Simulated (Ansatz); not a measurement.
## ZrIn: the change of energy above lowest point and pressure with volume scale

Free energy against uniform scaling of the volume at fixed shape and fractions; periodic cell, basis, potentials, k mesh and filling as listed. The results are calculated, by Ansatz 0.2.0.

The cell before it is scaled or strained (space group P4/mmm, No. 123):
```
ZrIn
1.0
      3.1511     0.0000     0.0000
      0.0000     3.1511     0.0000
      0.0000     0.0000     4.4689
Zr In
1 1
Direct
  0.00000 0.00000 0.00000
  0.50000 0.50000 0.50000
```

Settings of every row: functional LDA; dispersion none; potentials PAW; wave cutoff 500 eV; density cutoff 2000 eV; k mesh 7x7x5; k shift 0x0x0; occupations cold; smearing width 0.1 eV; spin none.

Limits: coarse k mesh, up to 40 meV an atom off; minimum outside the range; the cell comes from a prototype or a list of computed structures and needn't be the stable phase.

```
row  volume scale  V (Å³/atom)  energy above lowest point (meV/atom)  pressure (GPa)
  1        0.9406       20.869                                     0           -1.26
  2        0.9703       21.528                                  11.6           -4.32
  3             1       22.187                                     ?               ?
  4        1.0297       22.846                                  67.8           -9.07
  5        1.0594       23.505                                   109           -10.9
```

Question: what energy above lowest point and pressure should row 3 give?

Worked fit of energy above lowest point. Take u = (V_r/V)^(2/3) − 1 with V_r = 22.187 Å³ an atom, which is twice the finite (Eulerian) strain; such expansions in the strain, on which the Birch-Murnaghan equation of state is built, carry the rest volume and the bulk modulus. The shown rows have u = 0.04167, 0.0203, -0.01932, -0.03774. Least squares give energy above lowest point = 34.81 − 1429.4 × u + 14242 × u² meV/atom; a straight line predicts inner rows, each left out in turn, worse (root mean square 13 against 0.15 meV/atom). The rows lie off it by 0.0, -0.1, 0.1, 0.0. The withheld row has u = 0, so the fit gives 34.81 − 1429.4 × (0) + 14242 × (0)² = 34.8 meV/atom.

The calculation gave 34.8 meV/atom. The fit meets it to the printed digit.

Worked fit of pressure. Take u = (V_r/V)^(2/3) − 1 with V_r = 22.187 Å³ an atom, which is twice the finite (Eulerian) strain; such expansions in the strain, on which the Birch-Murnaghan equation of state is built, carry the rest volume and the bulk modulus. The shown rows have u = 0.04167, 0.0203, -0.01932, -0.03774. Least squares give pressure = −6.899 + 119.86 × u + 369.5 × u² GPa; a straight line predicts inner rows, each left out in turn, worse (root mean square 0.34 against 0.017 GPa). The rows lie off it by 0.00, -0.01, 0.01, 0.00. The withheld row has u = 0, so the fit gives −6.899 + 119.86 × (0) + 369.5 × (0)² = -6.90 GPa.

The calculation gave -6.89 GPa. The fit lies 0.01 GPa (0.1 % of the column's range) below it, one unit of the last digit.
